**A pencil rule for proton affinities of small molecules**

The table holds site proton affinities, gas-phase basicities and electronic parts for nine small molecules at ωB97X-D3(BJ)/def2-TZVP, with geometries and thermal terms from PBE0-D3(BJ)/def2-SVP at 298.15 K and 1 bar. The program fits an additive rule in the group, period and substitution of the protonated atom to the eight lone-pair rows and compares it with two three-constant forms, one without the period and one based on electronegativity. The rounded rule has an rms error of about 20 kJ/mol on the fitted rows, leave-one-out prediction gives 38 kJ/mol, and the carbon site of cis-difluoroethene is missed by 237 kJ/mol. The electronic part lies on average 22 kJ/mol above the proton affinity and the basicity 29 kJ/mol below it. The second offset is set against the translational entropy of the proton, symmetry numbers and, for HF and HCl, the change from a linear to a bent rotor.

Gas-phase protonation of neutral singlet molecules at the most favourable site computed, with PySCF 2.14.0 at the wB97X-D3(BJ)/def2-TZVP level (integration grid level 2). Geometries and thermal terms are from PBE0-D3(BJ)/def2-SVP, with proton affinities and basicities at 298.15 K and 1 bar.

## The fit in Python

```python
# Table: site proton affinity PA, gas-phase basicity GB, electronic part E (kJ/mol); PySCF,
# wB97X-D3(BJ)/def2-TZVP on PBE0-D3(BJ)/def2-SVP geometries and thermal terms, 298.15 K, 1 bar.
# Tested: hand rule for PA from group, period, substitution; offsets E-PA and PA-GB.
T = {
    'system': ['F', 'Cl', 'F/C=C\\F', 'OO', 'Cl[CH2][GeH3]', 'C=S', 'N[SiH2]F', 'COC=P', 'C1=CP1'],
    'formula': ['FH', 'ClH', 'C2H2F2', 'H2O2', 'CH5ClGe', 'CH2S', 'FH4NSi', 'C2H5OP', 'C2H3P'],
    'site': ['F1', 'Cl1', 'C2', 'O1', 'Cl1', 'S2', 'N1', 'P4', 'P3'],
    'site_proton_affinity': [492.7, 568.1, 672.9, 675.4, 678.7, 782.3, 840.4, 852.6, 852.8],  # kJ/mol
    'site_gas_phase_basicity': [465.3, 541.5, 644.5, 645.3, 651.0, 753.0, 810.3, 823.7, 819.1],  # kJ/mol
    'site_electronic_part': [513.0, 585.3, 694.8, 702.9, 696.4, 803.5, 871.6, 871.4, 874.4],  # kJ/mol
}
import numpy as np
from scipy import constants as c
S = T['system']; el = [s.rstrip('0123456789') for s in T['site']]
PA, GB, E = (np.array(T[k], float) for k in ('site_proton_affinity', 'site_gas_phase_basicity', 'site_electronic_part'))
grp = dict(F=17, Cl=17, O=16, S=16, N=15, P=15, C=14); per = dict(F=2, Cl=3, O=2, S=3, N=2, P=3, C=2)
chi = dict(F=4.0, Cl=3.2, O=3.4, S=2.6, N=3.0, P=2.2, C=2.6)  # rough recalled Pauling values
sub = [0 if s in ('F', 'Cl') else 1 for s in S]
rms = lambda r: float(np.sqrt(np.mean(np.square(r))))
models = {'group, period, substituted': lambda e, s: [1, 17-grp[e], per[e]-2, s],
          'group, substituted': lambda e, s: [1, 17-grp[e], s],
          'electronegativity, substituted': lambda e, s: [1, chi[e], s]}
m = np.array([e != 'C' for e in el]); y = PA[m]; fits = {}
print('All energies kJ/mol; table rounding 0.05 per value, 0.1 per difference')
print('PA fits, 8 lone-pair rows (carbon site left out): constants | rms | leave-one-out rms, worst')
for n, f in models.items():
    X = np.array([f(e, s) for e, s in zip(el, sub)], float)[m]
    b = np.linalg.lstsq(X, y, rcond=None)[0]; fits[n] = b
    loo = [X[i] @ np.linalg.lstsq(np.delete(X, i, 0), np.delete(y, i), rcond=None)[0] - y[i] for i in range(len(y))]
    print(f' {n}: {np.round(b, 1).tolist()} | {rms(X@b-y):.1f} | {rms(loo):.1f}, {max(loo, key=abs):+.1f}')
f = models['group, period, substituted']; k = np.round(fits['group, period, substituted'], -1)
print('Hand rule: PA = %.0f + %.0f(17-group) + %.0f(period-2) + %.0f(substituted)' % tuple(k))
est = np.array([np.dot(f(e, s), k) for e, s in zip(el, sub)])
d1, d2 = E - PA, PA - GB; o1, o2 = round(d1.mean()), round(d2.mean())
print(f'E = PA + {o1}, GB = PA - {o2}; row: rule PA, error PA (percent), error GB, error E')
for i, s in enumerate(S):
    print(f' {s} at {el[i]}: {est[i]:.0f}, {est[i]-PA[i]:+.1f} ({100*(est[i]/PA[i]-1):+.1f}), {est[i]-o2-GB[i]:+.1f}, {est[i]+o1-E[i]:+.1f}')
print(f'rms, 8 rows: PA {rms((est-PA)[m]):.1f}, GB {rms((est-o2-GB)[m]):.1f}, E {rms((est+o1-E)[m]):.1f}; PA span {np.ptp(PA):.1f}, std {y.std():.1f}')
P = dict(zip(S, PA)); G = dict(zip(S, GB)); dfe = S[el.index('C')]; ge = 'Cl[CH2][GeH3]'
# second sites from further outputs of the same runs (PA)
pF, pO, pC = 561.36, 735.43, 818.97
for n, e, v, main in ((dfe, 'F', pF, P[dfe]), ('COC=P', 'O', pO, P['COC=P'])):
    r = np.dot(f(e, 1), k)
    print(f'Unfitted site {e} of {n}: PA {v:.1f}, rule {r:.0f}, error {r-v:+.1f}; below best site by {main-v:.1f}')
print(f"Ring-opening C site of C1=CP1: PA {pC:.1f}, below P site by {P['C1=CP1']-pC:.1f}")
print(f"Period steps: F to Cl {P['Cl']-P['F']:.1f}, O to S {P['C=S']-P['OO']:.1f}, N to P {P['COC=P']-P['N[SiH2]F']:.1f}")
print(f"Substituent steps: at Cl {P[ge]-P['Cl']:.1f}, at F {pF-P['F']:.1f}; two O sites differ by {pO-P['OO']:.1f}")
print(f"Close pairs PA, GB: C1=CP1 - COC=P {P['C1=CP1']-P['COC=P']:+.1f}, {G['C1=CP1']-G['COC=P']:+.1f}; OO - {dfe} {P['OO']-P[dfe]:+.1f}, {G['OO']-G[dfe]:+.1f}; Ge row - OO {P[ge]-P['OO']:+.1f}, {G[ge]-G['OO']:+.1f}")
print('PA above rough recalled measurements (480, 560, 670, 760):', ', '.join(f'{n} {P[n]-v:+.0f}' for n, v in (('F', 480), ('Cl', 560), ('OO', 670), ('C=S', 760))))
Tk = 298.15; RT = c.R*Tk/1e3
TS = RT*(np.log((2*np.pi*c.m_p*c.k*Tk/c.h**2)**1.5*c.k*Tk/1e5) + 2.5)
print(f'RT {RT:.2f}, 5RT/2 {2.5*RT:.2f}, RT ln2 {RT*np.log(2):.2f}, T S(H+) {TS:.2f}')
# symmetry numbers (neutral, cation) from the point groups of the same runs
sig = np.array([(1, 2), (1, 2), (2, 1), (2, 1), (1, 1), (2, 1), (1, 1), (1, 1), (1, 2)])
sym = TS + RT*np.log(sig[:, 1]/sig[:, 0])
print('row: E-PA, E-PA+5RT/2 | PA-GB, T S(H+) with symmetry, table minus that')
for i, s in enumerate(S):
    print(f' {s}: {d1[i]:.1f}, {d1[i]+2.5*RT:.1f} | {d2[i]:.1f}, {sym[i]:.1f}, {d2[i]-sym[i]:+.1f}')
p = np.array(sub) == 1; on = np.array([e in ('O', 'N') for e in el])
print(f'E-PA mean {d1.mean():.1f}, std {d1.std():.1f}; O and N {d1[on].mean():.1f}, others {d1[~on].mean():.1f} std {d1[~on].std():.1f}')
print(f'PA-GB mean {d2.mean():.1f}, std {d2.std():.1f}; 7 polyatomics mean {d2[p].mean():.1f}, std {d2[p].std():.1f}')
print(f'7 polyatomics after symmetry: remainder mean {(d2-sym)[p].mean():+.1f}, std {(d2-sym)[p].std():.1f}')
th = lambda I: c.hbar**2/(2*c.k*I*c.u*1e-20); mH = 1.008
# neutral bond length from the run geometry; cation length and angle rough recalled values
for n, M, r0, r, a in (('F', 19.0, 0.92, 0.96, 110), ('Cl', 35.0, 1.29, 1.3, 94)):
    h = np.radians(a/2); Ia = 2*mH*M/(2*mH+M)*(r*np.cos(h))**2; Ib = 2*mH*(r*np.sin(h))**2
    s1 = np.log(Tk/th(mH*M/(mH+M)*r0**2)) + 1
    s2 = np.log(np.sqrt(np.pi*Tk**3/(th(Ia)*th(Ib)*th(Ia+Ib)))/2) + 1.5
    g = RT*(s2 - s1 + 1.5*np.log((M+2*mH)/(M+mH))); t = d2[S.index(n)]
    print(f'H{n} linear to bent: entropy gain times T {g:.1f}, PA-GB rigid rotor {TS-g:.1f}, table {t:.1f}')
    assert abs(TS - g - t) < 0.6
assert k[1] > k[2] > 0 and k[3] > 0
assert np.all(d1 > 0) and np.all(d2 < sym)
assert rms((est-PA)[m]) < 25 and (est-PA)[~m][0] > 150
```

Running it gives:

```
All energies kJ/mol; table rounding 0.05 per value, 0.1 per difference
PA fits, 8 lone-pair rows (carbon site left out): constants | rms | leave-one-out rms, worst
 group, period, substituted: [498.9, 98.2, 62.9, 108.5] | 19.3 | 37.9, -73.0
 group, substituted: [530.4, 91.9, 127.4] | 35.6 | 58.1, +92.9
 electronegativity, substituted: [991.0, -128.0, 143.3] | 38.0 | 51.5, -112.4
Hand rule: PA = 500 + 100(17-group) + 60(period-2) + 110(substituted)
E = PA + 22, GB = PA - 29; row: rule PA, error PA (percent), error GB, error E
 F at F: 500, +7.3 (+1.5), +5.7, +9.0
 Cl at Cl: 560, -8.1 (-1.4), -10.5, -3.3
 F/C=C\F at C: 910, +237.1 (+35.2), +236.5, +237.2
 OO at O: 710, +34.6 (+5.1), +35.7, +29.1
 Cl[CH2][GeH3] at Cl: 670, -8.7 (-1.3), -10.0, -4.4
 C=S at S: 770, -12.3 (-1.6), -12.0, -11.5
 N[SiH2]F at N: 810, -30.4 (-3.6), -29.3, -39.6
 COC=P at P: 870, +17.4 (+2.0), +17.3, +20.6
 C1=CP1 at P: 870, +17.2 (+2.0), +21.9, +17.6
rms, 8 rows: PA 19.6, GB 20.3, E 20.6; PA span 360.1, std 128.4
Unfitted site F of F/C=C\F: PA 561.4, rule 610, error +48.6; below best site by 111.5
Unfitted site O of COC=P: PA 735.4, rule 710, error -25.4; below best site by 117.2
Ring-opening C site of C1=CP1: PA 819.0, below P site by 33.8
Period steps: F to Cl 75.4, O to S 106.9, N to P 12.2
Substituent steps: at Cl 110.6, at F 68.7; two O sites differ by 60.0
Close pairs PA, GB: C1=CP1 - COC=P +0.2, -4.6; OO - F/C=C\F +2.5, +0.8; Ge row - OO +3.3, +5.7
PA above rough recalled measurements (480, 560, 670, 760): F +13, Cl +8, OO +5, C=S +22
RT 2.48, 5RT/2 6.20, RT ln2 1.72, T S(H+) 32.48
row: E-PA, E-PA+5RT/2 | PA-GB, T S(H+) with symmetry, table minus that
 F: 20.3, 26.5 | 27.4, 34.2, -6.8
 Cl: 17.2, 23.4 | 26.6, 34.2, -7.6
 F/C=C\F: 21.9, 28.1 | 28.4, 30.8, -2.4
 OO: 27.5, 33.7 | 30.1, 30.8, -0.7
 Cl[CH2][GeH3]: 17.7, 23.9 | 27.7, 32.5, -4.8
 C=S: 21.2, 27.4 | 29.3, 30.8, -1.5
 N[SiH2]F: 31.2, 37.4 | 30.1, 32.5, -2.4
 COC=P: 18.8, 25.0 | 28.9, 32.5, -3.6
 C1=CP1: 21.6, 27.8 | 33.7, 34.2, -0.5
E-PA mean 21.9, std 4.4; O and N 29.4, others 19.8 std 1.8
PA-GB mean 29.1, std 2.0; 7 polyatomics mean 29.7, std 1.8
7 polyatomics after symmetry: remainder mean -2.2, std 1.4
HF linear to bent: entropy gain times T 5.0, PA-GB rigid rotor 27.5, table 27.4
HCl linear to bent: entropy gain times T 5.7, PA-GB rigid rotor 26.8, table 26.6
```
